## Question

I am looking at a density functional calculation in which rocksalt BiTe is stretched or squeezed equally along $x$ and $y$ while its length along $z$ stays fixed. The tension grows as I stretch the crystal, but each further step adds less. The points at strains of 0.035 and 0.04 are marked with a question mark.

Rocksalt BiTe strained equally along x and y with z fixed, from an unrelaxed cubic cell (a = 6.470 Å), computed with Ansatz 0.2.0 (PBEsol, plane-wave PAW, scalar-relativistic, no spin polarisation, 420 eV cutoff, 14×14×14 k mesh, 0.1 eV cold smearing). Energies are free energies relative to strain 0; tensile stress is the sum along x and y; pressure is positive in compression.

| strain | energy change (meV/atom) | tensile stress along pattern (GPa) | pressure (GPa) |
| --- | --- | --- | --- |
| -0.04 | 17.4 | -8.94 | 2.99 |
| -0.03 | 3.2 | -5.10 | 1.57 |
| -0.02 | -3.8 | -1.83 | 0.33 |
| -0.01 | -4.7 | 0.95 | -0.75 |
| 0 | 0.0 | 3.44 | -1.72 |
| 0.01 | 9.8 | 5.73 | -2.59 |
| 0.02 | 24.2 | 7.69 | -3.34 |
| 0.03 | 42.8 | 9.35 | -4.00 |
| 0.035 | ? | ? | ? |
| 0.04 | ? | ? | ? |

Will the stress go on rising, level off or turn over at those two points? And can the energy and the pressure be predicted from the same reasoning, with an error that I could defend?

## Answer

Start with what is being pulled. Each atom has six neighbours: four in the $xy$ plane, whose bonds change length with the strain, and two along $z$, whose bonds do not. Only the row at strain 0 is therefore cubic; the strained cells are tetragonal. The tensile stress along the pattern, which I call $\sigma$, is the sum of the stresses along $x$ and $y$.

The crystal at strain 0 is already under tension, because its unrelaxed cell is larger than this calculation would choose. That is why the energy first falls when the crystal is squeezed. The functional, the PAW datasets, which were made for PBE, the missing spin–orbit coupling and the neglect of thermal expansion may all share in the mismatch. The stress passes through zero near a strain of −0.013, which is where the energy along this path is lowest. The negative energies thus show a cell relieving its tension, and give no sign that the cubic crystal distorts of its own accord.

### Why stretching gets easier

Two opposing forces act between neighbouring atoms. Bonding pulls them together, while the overlap of their filled electron shells pushes them apart. The push has the shorter reach, so it changes steeply when the atoms are close and only gently when they are farther apart. A compressed bond is therefore stiff and a stretched one soft.

The two ends of the known range show the size of the effect. Between strains of −0.04 and −0.03 the stress rises with a slope of 384 GPa per unit strain. Between 0.02 and 0.03 the slope is only 166 GPa, less than half as much. The numbers show this softening; that the short-ranged push causes it is argued from this picture, and total stresses cannot test it separately.

Part of the softening is plain geometry. Stretching along $y$ widens the face on which the $x$ stress acts, so the same force gives a smaller stress. With this widening removed, the ratio of the two slopes drops from 2.3 to 2.0. Most of the softening is therefore a real change in the crystal's resistance.

### From the picture to a number

A Morse curve is a simple energy function with a steep short-range push and a slower pull. I use it for the energy $E$ as a function of the in-plane strain $s$. Its derivative contains two exponentials, one fading twice as fast as the other in the exponent. The work done in a small stretch is $dE=V_0(1+s)\,\sigma\,ds$, where $V_0$ is the volume at strain 0, and so

$$
\sigma(s)=\frac{P\,e^{-bs}-Q\,e^{-2bs}}{1+s}.
$$

The three constants were fitted to the stresses of the eight known rows, which gave $P=73.36$ GPa, $Q=69.84$ GPa and $b=3.625$. They can shift together with little harm to the fit, so they should not be read as properties of a single bond. The typical misfit is 0.05 GPa.

Now take the row at 0.04, which was not part of the fit. The exponents are $-3.625\times0.04=-0.145$ and twice that, $-0.290$. The pull is then $73.36\times0.8650=63.46$ GPa and the push $69.84\times0.7483=52.26$ GPa. Their difference, 11.20 GPa, divided by 1.04 gives a stress of 10.77 GPa.

The energy needs no new constants, because it is the work done by this stress. Adding up that work from strain 0 reproduces the known energies to within about 0.13 meV/atom. This shows that the energy and stress columns agree with each other. It does not decide what makes the bonds soften.

### The direction that is not stretched

The pressure also contains the stress along $z$, since it is minus the average of the three axial stresses. At a strain of 0.03 the $z$ stress is therefore $3\times4.00-9.35=2.65$ GPa, compared with 1.72 GPa at strain 0. If the $z$ bonds acted independently of the others, their unchanged force would be spread over a larger area and the stress would fall slightly, to 1.62 GPa. Instead it rises.

The crystal would like to become thinner along $z$ when it is stretched in the plane, and the fixed length prevents this. It is the familiar Poisson effect, seen as a stress instead of a change in shape. It also shows that the Morse formula describes the response of the whole crystal along this path, not six separate springs. For the pressure forecast I continued the $z$ stress with a parabola fitted to the same eight rows.

### The forecast

I expect the stress to keep rising, more slowly than before, with no maximum by 0.04. The energy should climb by growing steps, because each further stretch works against a larger tension. The pressure should become more negative.

| Strain | Stress along pattern (GPa) | Energy change (meV/atom) | Pressure (GPa) |
|---|---|---|---|
| 0.035 | 10.08 ± 0.15 | 53.4 ± 0.5 | −4.29 ± 0.06 |
| 0.04 | 10.77 ± 0.25 | 64.8 ± 0.8 | −4.56 ± 0.10 |

The ranges are my judgement, not statistical limits. A parabola for the stress, with as many constants as the Morse form, gives 10.53 GPa at 0.04. The range for that row is wide enough to include it.

### The computed values

The withheld rows as computed:

| strain | energy change (meV/atom) | tensile stress along pattern (GPa) | pressure (GPa) |
| --- | --- | --- | --- |
| 0.035 | 53.3 | 10.06 | -4.30 |
| 0.04 | 64.7 | 10.71 | -4.58 |

All six values lie within their ranges, and the stress does keep rising. From 0.03 to 0.04 its average slope is 136 GPa, so the softening continues without a maximum. At 0.04 the Morse forecast is 0.06 GPa too high, about the size of its usual misfit in the known rows.

The parabola is 0.18 GPa too low at the same point. It has a single bend for the whole range, so the strongly curved compressed rows make it bend too much here. The Morse curve lands closer, but it errs the other way and bends slightly too little. Its bend fades as the crystal is stretched, while the computed one does not keep fading: beyond a strain of 0.01, each further step of 0.01 adds about 0.3 GPa less than the step before. The hit therefore supports the Morse curve as a forecast over a short distance, but does not prove that the short-ranged push is the cause.

The pressure forecast looks better than its ingredients deserve. At 0.04 the computed $z$ stress is 3.03 GPa, while my parabola gave 2.91 GPa. The in-plane stress was slightly too high, which cancelled part of this error, and averaging over three axes reduced the rest. I had let the $z$ stress flatten out, but its last known steps had already stopped shrinking, and that was the weak point of the forecast.

### What you can use

For a similar stretch, do not extend the last straight piece of a stress curve. Here that would give $9.35+1.66=11.01$ GPa at 0.04, which is 0.30 GPa above the computed value. The same reasoning tells you what a smaller starting cell would do: its bonds would begin on the stiffer part of the curve, so the stress would start lower and rise more steeply.

Two limits matter if you want material data. The slopes belong to a crystal under stress, strained from a cell that was not relaxed, so they are not its equilibrium elastic constants. Spin–orbit coupling, which is strong in bismuth and tellurium, is left out and could change the stiffness.

Nor is the steady rise a measure of strength. The two atoms keep their symmetric positions throughout, and whether the crystal would gain energy by shifting them, or by distorting in a larger cell, is untested. The output below gives the fits and the comparison row by row.

Printed output of the fit:

```
fit of tensile_stress_along_pattern on 8 rows: coefficient of exp(-s*strain)/(1+strain) 73.36 +/- 0.28, coefficient of exp(-2*s*strain)/(1+strain) -69.84 +/- 0.27, s 3.625; rms 0.053, worst 0.0 0.0814, leave-one-out rms 0.112
  rows outside the fit (model, value, miss): 0.035 10.08, 10.06, 0.0188; 0.04 10.77, 10.71, 0.0592
fit of tensile_stress_along_pattern on 8 rows: constant 3.543 +/- 0.061, coefficient of strain 241.7 +/- 2, coefficient of strain**2 -1678 +/- 90; rms 0.0919, worst -0.02 -0.133, leave-one-out rms 0.203
  rows outside the fit (model, value, miss): 0.035 9.948, 10.06, -0.112; 0.04 10.53, 10.71, -0.183
fit of szz on 8 rows: constant 1.678 +/- 0.018, coefficient of strain 37.07 +/- 0.58, coefficient of strain**2 -159.5 +/- 26; rms 0.0264, worst 0.0 -0.0419, leave-one-out rms 0.0493
  rows outside the fit (model, value, miss): 0.035 2.78, 2.84, -0.0598; 0.04 2.906, 3.03, -0.124
Model beside calculation (misses are model less computed):
    row  in-plane bond A  z stress GPa  z stress of independent bonds GPa  energy from work meV/atom  energy miss meV/atom  model pressure GPa  pressure miss GPa
  -0.04            3.106         -0.03                              1.866                      17.53                0.1262               2.981           -0.00939
  -0.03            3.138          0.39                              1.828                      3.281               0.08136               1.584            0.01384
  -0.02             3.17          0.84                              1.791                     -3.926                -0.126              0.3416            0.01162
  -0.01            3.203           1.3                              1.755                     -4.803                -0.103             -0.7599          -0.009853
    0.0            3.235          1.72                               1.72                          0                     0              -1.733           -0.01316
   0.01            3.267          2.04                              1.686                      9.886               0.08591               -2.59          0.0002662
   0.02              3.3          2.33                              1.653                      24.31                0.1063               -3.34          4.043e-05
   0.03            3.332          2.65                              1.621                      42.76              -0.04199              -3.993           0.006714
  0.035            3.348          2.84                              1.606                      53.35                0.0499              -4.286            0.01367
   0.04            3.364          3.03                               1.59                      64.78                0.0797              -4.558             0.0217
Stress slope from strain -0.04 to -0.03 in GPa: 384
Stress slope from strain 0.02 to 0.03 in GPa: 166
Ratio of these slopes, compressed to stretched: 2.313
Same ratio with the area factor removed: 2.035
Stress slope from strain 0.03 to 0.04, withheld end, in GPa: 136
Strain at which the stress along the pattern is zero: -0.01342
Half-width of stress forecast at 0.035 and 0.04 in GPa: 0.15, 0.25
Half-width of energy forecast at 0.035 and 0.04 in meV/atom: 0.5, 0.8
Half-width of pressure forecast at 0.035 and 0.04 in GPa: 0.06, 0.1
```
